Dear colleague,

Your Mn$_{1.4}$Pt$_{0.9}$Pd$_{0.1}$Sn lamellae favour antiskyrmions because the point group forces the Dzyaloshinskii–Moriya interaction (DMI) to have opposite signs along two perpendicular in-plane axes. Below I derive that selection rule, show that in a purely local model the antiskyrmion copies the Néel skyrmion exactly, and estimate how far the stray field spoils the copy.

**Premises**

The magnetisation is $M_s\mathbf m$ with $|\mathbf m|=1$. It varies slowly on the lattice scale and is uniform across the thickness $t$, with $z\parallel[001]$. The energy is $E=t\int w\,dx\,dy$ with

$$w=A\sum_{i=x,y}|\partial_i\mathbf m|^2+K(1-m_z^2)+M_sB(1-m_z)+D_xL_x+D_yL_y,\tag{1}$$

$$L_x=m_z\partial_xm_x-m_x\partial_xm_z,\qquad L_y=m_z\partial_ym_y-m_y\partial_ym_z .$$

I take $A>0$, an easy axis $K>0$, a field $B\ge0$ along $+z$, and $\mathbf m\to+\hat z$ far away. The stray field is left out until the range of validity.

**Step 1. What $D_{2d}$ allows, and in which axes**

There are nine Lifshitz invariants $m_j\partial_im_k-m_k\partial_im_j$: three pairs $(jk)$ times three directions $i$. The vector $\mathbf m$ is axial: it rotates like a position vector and is unchanged by inversion, whereas $\partial_i$ changes sign under inversion. The group $D_{2d}=\bar42m$ has a $\bar4$ axis along $z$, two vertical mirror planes, and twofold axes at $45^\circ$ to those planes. Put $x$ and $y$ in the mirror planes.

(a) The square of $\bar4$ is the twofold rotation about $z$. It reverses every $x$ or $y$ index, so only terms with an even number of them survive: the four terms $T_{ij}(m_z\partial_im_j-m_j\partial_im_z)$ with $i,j\in\{x,y\}$, and $m_x\partial_zm_y-m_y\partial_zm_x$.

(b) The mirror $y\to-y$ sends $(m_x,m_y,m_z)\to(-m_x,m_y,-m_z)$ and $\partial_y\to-\partial_y$. It leaves $L_x$ and $L_y$ unchanged and reverses the $T_{xy}$, $T_{yx}$ and $\partial_z$ terms, which therefore vanish.

(c) A $90^\circ$ rotation exchanges $L_x$ and $L_y$, and inversion reverses both. So $\bar4$ sends $L_x\to-L_y$ and $L_y\to-L_x$, and invariance demands

$$D_x=-D_y\equiv D .$$

With a plain fourfold axis ($C_{4v}$) the same argument gives $D_x=D_y$.

In this tetragonal Heusler structure the twofold axes are $X=[100]$ and $Y=[010]$, so (1) holds with $x\parallel[110]$ and $y\parallel[\bar110]$. The tensor $T=D(\hat x\hat x-\hat y\hat y)$, with $\hat x=(\hat X+\hat Y)/\sqrt2$ and $\hat y=(-\hat X+\hat Y)/\sqrt2$, equals $D(\hat X\hat Y+\hat Y\hat X)$. The DMI density in crystal axes is then $D[\mathbf m\cdot(\hat X\times\partial_X\mathbf m)-\mathbf m\cdot(\hat Y\times\partial_Y\mathbf m)]$: Bloch helices of opposite handedness along $[100]$ and $[010]$.

**Step 2. Circular textures**

With polar coordinates $(r,\varphi)$, $\varphi$ counted from $x$, take

$$\mathbf m=(\sin\theta\cos\Phi,\ \sin\theta\sin\Phi,\ \cos\theta),\qquad\theta=\theta(r),\qquad\Phi=v\varphi+\gamma,$$

with integer vorticity $v$, constant helicity $\gamma$, $\theta(0)=\pi$, $\theta(\infty)=0$. The needed derivatives are $\partial_x\theta=\theta'\cos\varphi$, $\partial_y\theta=\theta'\sin\varphi$, $\partial_x\Phi=-v\sin\varphi/r$, $\partial_y\Phi=v\cos\varphi/r$.

The topological charge is $N=\frac1{4\pi}\int\mathbf m\cdot(\partial_x\mathbf m\times\partial_y\mathbf m)\,dx\,dy$. Its integrand is $\sin\theta\,(\partial_x\theta\,\partial_y\Phi-\partial_y\theta\,\partial_x\Phi)=v\theta'\sin\theta/r$, so $N=\frac v2[\cos\theta(0)-\cos\theta(\infty)]=-v$. I call $v=+1$ a skyrmion and $v=-1$ an antiskyrmion. The sign of $N$ alone does not decide, since reversing $m_z$ everywhere also reverses it.

The exchange density is $A(\theta'^2+v^2\sin^2\theta/r^2)$, and the $K$ and $B$ terms contain only $\theta$. None of them sees $\gamma$ or the sign of $v$. Only the DMI can choose.

**Step 3. The DMI energy**

Differentiating the components and using $\cos^2\theta+\sin^2\theta=1$,

$$L_x=\cos\Phi\,\partial_x\theta-\sin\theta\cos\theta\sin\Phi\,\partial_x\Phi=\theta'\cos\Phi\cos\varphi+\frac{v\sin\theta\cos\theta}{r}\sin\Phi\sin\varphi,$$

$$L_y=\sin\Phi\,\partial_y\theta+\sin\theta\cos\theta\cos\Phi\,\partial_y\Phi=\theta'\sin\Phi\sin\varphi+\frac{v\sin\theta\cos\theta}{r}\cos\Phi\cos\varphi .$$

Define $D_\pm=(D_x\pm D_y)/2$, so that $D_xL_x+D_yL_y=D_+(L_x+L_y)+D_-(L_x-L_y)$. The addition theorems give

$$w_{DM}=D_+\cos(\Phi-\varphi)\Big[\theta'+\frac{v\sin\theta\cos\theta}{r}\Big]+D_-\cos(\Phi+\varphi)\Big[\theta'-\frac{v\sin\theta\cos\theta}{r}\Big].\tag{2}$$

Now $\Phi\mp\varphi=(v\mp1)\varphi+\gamma$, and its cosine integrates to zero over a full turn unless $v\mp1=0$, when it gives $2\pi\cos\gamma$. The $D_+$ term survives only for $v=+1$ and the $D_-$ term only for $v=-1$, in both cases with the same bracket:

$$E_{DM}=\pi t\,(D_x+vD_y)\cos\gamma\;\mathcal I\quad(v=\pm1),\qquad\mathcal I=\int_0^\infty(r\theta'+\sin\theta\cos\theta)\,dr,\tag{3}$$

and $E_{DM}=0$ for every other $v$. If $\theta$ decays faster than $1/r$, integrating $r\theta'$ by parts gives $\mathcal I=-\int_0^\infty(\theta-\frac12\sin2\theta)\,dr$, which is negative because $\sin2\theta\le2\theta$ for $\theta\ge0$. The best helicity is $\gamma=0$ for $D_x+vD_y>0$ and $\gamma=\pi$ for $D_x+vD_y<0$, and the gain is $\pi t|D_x+vD_y||\mathcal I|$.

Since $(D_x+D_y)^2-(D_x-D_y)^2=4D_xD_y$, the skyrmion lies lower on any common profile if $D_xD_y>0$ and the antiskyrmion if $D_xD_y<0$. In $D_{2d}$ the antiskyrmion gains $2\pi t|D||\mathcal I|$ and the circular skyrmion nothing. The latter cannot even be stationary. Under $\theta(r)\to\theta(r/\lambda)$ the energy is $E_A+\lambda E_{DM}+\lambda^2E_{KB}$, with $E_A$ the exchange part and $E_{KB}>0$ the sum of the $K$ and $B$ parts. Stationarity at $\lambda=1$ needs $E_{DM}=-2E_{KB}$, so a texture with $E_{DM}=0$ shrinks.

For your images: the angle between the in-plane moment and the outward radial direction is $\psi=\Phi-\varphi=\gamma-2\varphi$. For $D>0$, $\gamma=0$, the wall is Néel outward on $\pm[110]$, Néel inward on $\pm[\bar110]$, and Bloch on $[100]$ ($\varphi=-\pi/4$, $\psi=+\pi/2$) and $[010]$ ($\varphi=+\pi/4$, $\psi=-\pi/2$) with opposite senses.

**Step 4. The exact map**

For any configuration, circular or not, set $\tilde{\mathbf m}(\mathbf r)=(m_x,-m_y,m_z)$ at the same point $\mathbf r$. This reflects the spin only and is not a crystal symmetry. Exchange is a sum of squares and is unchanged; so are the $K$ and $B$ terms and $L_x$, which do not contain $m_y$. $L_y$ is linear in $m_y$ and changes sign. Therefore

$$E[\tilde{\mathbf m};D_x,-D_y]=E[\mathbf m;D_x,D_y].\tag{4}$$

The integrand of $N$ is a determinant with one column reversed, so $N\to-N$. In angles $\Phi\to-\Phi$, that is $v\to-v$ and $\gamma\to-\gamma$. The map is one-to-one and respects $|\mathbf m|=1$ and the boundary condition, so minima, saddle points and barriers of the $(D,D)$ model correspond to those of the $(D,-D)$ model with equal energies and identical $m_z(x,y)$.

This also makes the circular form exact for the antiskyrmion. The $(D,D)$ energy and the boundary condition are invariant under rotating space and spin together about $z$, and under the mirror of Step 1(b) combined with time reversal $\mathbf m\to-\mathbf m$, which replaces $\mathbf m(x,y)$ by $(m_x,-m_y,m_z)$ taken at $(x,-y)$. This combination keeps $m_z$, hence the $K$ and $B$ terms, and keeps $L_x$ and $L_y$ because they are even in $\mathbf m$. Invariance of a texture under the rotations gives $\theta=\theta(r)$ and $\Phi=\varphi+\gamma(r)$. The combined mirror sends $\gamma\to-\gamma$, so invariance under it leaves $\gamma=0$ or $\pi$. The form $v=+1$, $\gamma=0$ or $\pi$, is thus the general texture invariant under these operations, so a profile stationary within the family is stationary in general. Its image under (4) is the $v=-1$ form. With the best helicity, both have

$$\frac{E}{2\pi t}=\int_0^\infty\Big\{A\Big[\theta'^2+\frac{\sin^2\theta}{r^2}\Big]+K\sin^2\theta+M_sB(1-\cos\theta)+|D|\Big[\theta'+\frac{\sin\theta\cos\theta}{r}\Big]\Big\}r\,dr.\tag{5}$$

Varying $\theta$, the DMI part contributes $|D|(\cos2\theta-1)=-2|D|\sin^2\theta$; dividing the whole by $-2r$,

$$A\Big(\theta''+\frac{\theta'}r-\frac{\sin\theta\cos\theta}{r^2}\Big)+|D|\frac{\sin^2\theta}{r}-K\sin\theta\cos\theta-\frac{M_sB}{2}\sin\theta=0 .$$

**Step 5. Radius at zero field**

For a radius $R\gg\Delta=\sqrt{A/K}$ and $B=0$, insert the straight-wall profile $\tan(\theta/2)=e^{-u}$, $u=(r-R)/\Delta$, for which $\theta'=-\sin\theta/\Delta$ and $\sin\theta=s=\operatorname{sech}u$. With $\int s^2du=2$ and $s^2$ even in $u$, the terms $A\theta'^2+K\sin^2\theta$ give $4\sqrt{AK}\,R$, and $A\sin^2\theta/r$ gives $2A\Delta/R$ at leading order. Because $\theta-\pi/2$ and $\sin2\theta$ are odd in $u$, $\mathcal I=-\pi R$. Up to exponentially small terms and higher powers of $\Delta/R$,

$$\frac Et=2\pi R\sigma+\frac{4\pi A\Delta}{R},\qquad\sigma=4\sqrt{AK}-\pi|D| .$$

For $|D|<D_c=4\sqrt{AK}/\pi$ the minimum lies at $R^2=2A\Delta/\sigma$, that is

$$R=\frac{\Delta}{\sqrt{2(1-|D|/D_c)}},\qquad\frac Et=4\pi R\sigma.\tag{6}$$

Two corrections need sizes. Measure lengths in $\Delta$ and energy in $2\pi At$, so that the curvature term is $2/R$. Expanding $1/(R+u)$ further adds $\int u^2s^2du/R^3=\pi^2/(6R^3)$. A change $\eta(u)$ of wall shape adds $2\int f\eta\,du+R\int\eta(-\partial_u^2+1-2s^2)\eta\,du$, with $f=s-(4/\pi)s^2$ near $D_c$. Writing $\eta=sg$ turns this into $-2\int Pg'du+R\int s^2g'^2du$, where $P'=sf$ and $P=\tanh u-\frac2\pi(s\tanh u+\arctan\sinh u)$ vanishes at both ends. The minimum is $-c/R$ with $c=\int P^2/s^2\,du=0.079$, which lowers $R$ by 2 per cent.

**Range of validity**

Equation (3) is exact for circular textures with any $D_x,D_y$. Such textures solve the equations only for $|D_x|=|D_y|$ with the favoured $v$. Otherwise the $\cos(2\varphi\pm\gamma)$ term in (2) deforms them, and the selection rule is a variational statement about circles; non-circular states of either charge are not excluded. The map (4) holds for every term even in $m_y$ in these axes, including the tetragonal anisotropy $m_x^4+m_y^4$, which breaks circularity and maps onto the $C_{4v}$ model. A field component $B_y$ must be reversed with it. The map is static: a reflection reverses cross products, hence the sense of precession and the gyrotropic deflection. Lattice effects enter when $\Delta$ approaches the lattice spacing.

The real limit is magnetostatics. Surface charges $\pm M_sm_z$ are preserved, volume charges $-M_s\nabla\cdot\mathbf m$ are not, because $\partial_xm_x+\partial_ym_y\to\partial_xm_x-\partial_ym_y$. For circles,

$$\nabla\cdot\mathbf m=\cos\psi\,\Big[\theta'\cos\theta+\frac{v\sin\theta}{r}\Big],\qquad \psi=(v-1)\varphi+\gamma .$$

For $t\ll\Delta$ the field of these charges is of order $M_st/\Delta$ and negligible, the surface charges reduce locally to $K=K_u-K_d$ with $K_u$ the crystal anisotropy and $K_d=\mu_0M_s^2/2$, and (4) holds. For $t\gg\Delta$ and $R\gg\Delta$, $\nabla\cdot(\mathbf H+\mathbf M)=0$ across the wall gives a normal field $-M_s\sin\theta\cos\psi$ and a cost per wall area $K_d\cos^2\psi\int\sin^2\theta\,dr=2K_d\Delta\cos^2\psi$. Averaged round the wall this is $2K_d\Delta$ for the Néel skyrmion, $K_d\Delta$ for the antiskyrmion and zero for a $v=+1$ Bloch texture. The equality of energies fails, and the antiskyrmion gains by lengthening its Bloch segments, those whose normals lie along $[100]$ and $[010]$, which squares it.

**Numerical illustration**

The inputs are illustrative, of a size typical for this Heusler family: $A=60$ meV/nm ($9.6$ pJ/m), $M_s=4.5\times10^5$ A/m, an effective $K=0.30$ meV/nm$^3$, and $D=5.3$ meV/nm$^2$ ($0.85$ mJ/m$^2$). Then $K_d=0.794$ meV/nm$^3$ and $K_u=K+K_d=1.09$ meV/nm$^3$. I chose $D$ so that the diameter falls in the 100 to 200 nm range typical of antiskyrmions in thin lamellae, so the size is no test of the model.

The model gives $\Delta=14.1$ nm, $4\sqrt{AK}=16.97$ meV/nm$^2$, $\pi D=16.65$ meV/nm$^2$, $\sigma=0.32$ meV/nm$^2$, $D_c=5.40$ meV/nm$^2$ and $D/D_c=0.981$. Equation (6) yields $R=73$ nm, $R/\Delta=5.1$, a diameter of $1.5\times10^2$ nm and $E/t=0.29$ eV/nm. The $R^{-3}$ term raises $R$ by 4 per cent, against the 2 per cent lowering above. The DMI energy of the antiskyrmion is $-2\pi^2DR=-7.6$ eV per nm of thickness. A circular skyrmion with the same profile lacks it and costs $7.9$ eV/nm. At 300 K, $k_BT=0.026$ eV, so thermal energy does not blur the selection. A Néel skyrmion in a $(D,D)$ film has the same $73$ nm and $0.29$ eV/nm.

These numbers are the model's. The radius is fragile: $D=5.0$ meV/nm$^2$ halves the leading-order value to $37$ nm. In a lamella of order 100 nm, $t\gg\Delta$, the neglected cost $K_d\Delta$ is $11$ meV/nm$^2$ with the width above and $5.9$ meV/nm$^2$ with the width $\sqrt{A/K_u}=7.4$ nm that suits a thick sample, that is $0.67$ and $0.35$ of the DMI gain $\pi D$. For rigid circles the antiskyrmion keeps its advantage over the Bloch $v=+1$ texture, reduced by one to two thirds, while $\sigma$ is swamped, so (6) does not set the size in your samples. As typical knowledge of this compound family, the zero-field state is a helical stripe state, antiskyrmions appear at a few tenths of a tesla, are squarish, grow several-fold in thicker plates and can coexist with elliptical Bloch skyrmions. The model, with $D<D_c$, has a uniform ground state and a thickness-independent circle, so it underestimates the size in thick plates by that factor. What carries over is the vorticity preferred by the DMI and the alternation of Bloch walls on $[100]$, $[010]$ with Néel walls on the diagonals.